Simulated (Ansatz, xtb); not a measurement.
# Relative energy of two isomers of C4H8B2Si

Structure a is `BC1=C(B)[SiH2]C=C1`, a singlet and structure b is `BC1=C[SiH2]C=C1B`, a singlet. Both are isolated molecules in the gas phase, relaxed with B3LYP-D3(BJ)/def2-SVP; the shapes shown needn't be the lowest conformers.

a (Å):

| atom | x (Å) | y (Å) | z (Å) |
| --- | --- | --- | --- |
| C | -1.0517 | 0.2447 | 0.1547 |
| C | -1.4929 | 1.0913 | 1.1510 |
| C | 0.0617 | -1.0276 | 1.9242 |
| C | -0.2065 | -0.9006 | 0.6069 |
| B | -1.4311 | 0.5010 | -1.3151 |
| B | -2.3549 | 2.3433 | 1.1071 |
| Si | -0.7866 | 0.3878 | 2.7961 |
| H | -1.0591 | -0.2268 | -2.2048 |
| H | -2.1209 | 1.4583 | -1.5834 |
| H | -3.5510 | 2.2747 | 1.2685 |
| H | -1.8490 | 3.4381 | 1.0241 |
| H | 0.1157 | 1.3616 | 3.4757 |
| H | -1.8703 | 0.0044 | 3.7464 |
| H | 0.6718 | -1.8370 | 2.3298 |
| H | 0.1678 | -1.6010 | -0.1487 |

b (Å):

```xyz
15

C    -0.9196    0.0793    1.6363
C    -1.6042    0.9706    2.4153
C    -1.6769    1.4548   -0.2262
C    -0.9399    0.3663    0.1507
B    -0.3345   -1.2017    2.2788
B    -0.0769   -0.3714   -0.9014
Si   -2.4001    2.2693    1.3091
H    -0.1738   -1.2401    3.4745
H    -0.0867   -2.1816    1.6204
H    -1.6411    0.8589    3.5019
H    -1.9102    3.6569    1.5551
H    -3.8916    2.2739    1.3460
H    -1.7648    1.7405   -1.2775
H     0.8652   -1.0528   -0.5798
H    -0.3188   -0.2177   -2.0739
```

Question: Estimate which is lower in electronic energy at CCSD(T)/def2-SVP + ΔMP2/def2-TZVPP, and by roughly how much.

Answer: Not settled: CCSD(T)/def2-SVP + ΔMP2/def2-TZVPP gives E(b) − E(a) = +1.20 kcal/mol, but this leans on the basis-set step: CCSD(T) alone gives +1.00 kcal/mol.

How the difference moves with the method:

```
                             level               geometry  E(b) − E(a) (kcal/mol)  departure from the last row (kcal/mol)  job, with rough time for the two
                          GFN2-xTB               GFN2-xTB                     +6.90                                   +5.70              optimisation, 0.29 s
                         HF/STO-3G               GFN2-xTB                     −0.01                                   −1.21              single point, 0.46 s
                r2SCAN-D4/def2-SVP               GFN2-xTB                     +4.19                                   +2.99               single point, 3.4 s
             B3LYP-D3(BJ)/def2-SVP  B3LYP-D3(BJ)/def2-SVP                     +2.45                                   +1.25                optimisation, 90 s
                       HF/def2-SVP  B3LYP-D3(BJ)/def2-SVP                     +0.77                                   −0.43           part of the CCSD(T) run
                      MP2/def2-SVP  B3LYP-D3(BJ)/def2-SVP                     +0.88                                   −0.32           part of the CCSD(T) run
                  CCSD(T)/def2-SVP  B3LYP-D3(BJ)/def2-SVP                     +1.00                                   −0.20                      single point
CCSD(T)/def2-SVP + ΔMP2/def2-TZVPP  B3LYP-D3(BJ)/def2-SVP                     +1.20                                                        single point, 55 s
```

As drawn, both hold the same kinds of bond in the same numbers.

HF/STO-3G finds them nearly level. The largest departure from CCSD(T)/def2-SVP + ΔMP2/def2-TZVPP is that of GFN2-xTB, 5.70 kcal/mol. The last row adds to CCSD(T) the change of the MP2 difference between the two basis sets, here +0.20 kcal/mol.

With thermal terms from frequencies at re-optimised GFN2-xTB minima (ideal gas, soft modes damped towards free rotors, one conformer each, 298.15 K, 1 atm): the zero-point term adds −0.13 kcal/mol; ΔH is +1.11 and ΔG +1.33 kcal/mol.

The correlated steps freeze 11 core orbitals. Run with Ansatz 0.2.0, xtb 6.7.1; the last row on 2 threads of Intel(R) Xeon(R) 6975P-C (Granite Rapids) on a shared host.

The calculations lean towards a, the 2,3-diborylsilole, over its 3,4-isomer b, but only slightly, and the thermal terms do not reverse the order. Hartree-Fock, MP2 and CCSD(T) in def2-SVP lie close together, so correlation barely alters the balance between two molecules with the same silole ring.

The likely cause is how the boryl groups use their empty p orbitals. In b both are only modestly twisted from the ring plane, so both can accept π density from the diene, but they sit side by side and compete for it. In a one boryl is coplanar with the ring, while the one next to silicon stands nearly perpendicular. Its empty orbital then lies in the ring plane, where it can accept density from the polarisable Si–C σ bond; the longer Si–C bond on that side suggests such hyperconjugation. The larger preference from the density functionals may reflect a different weighting of this delocalisation. The total energies cannot separate it from relief of crowding between the boryl groups.
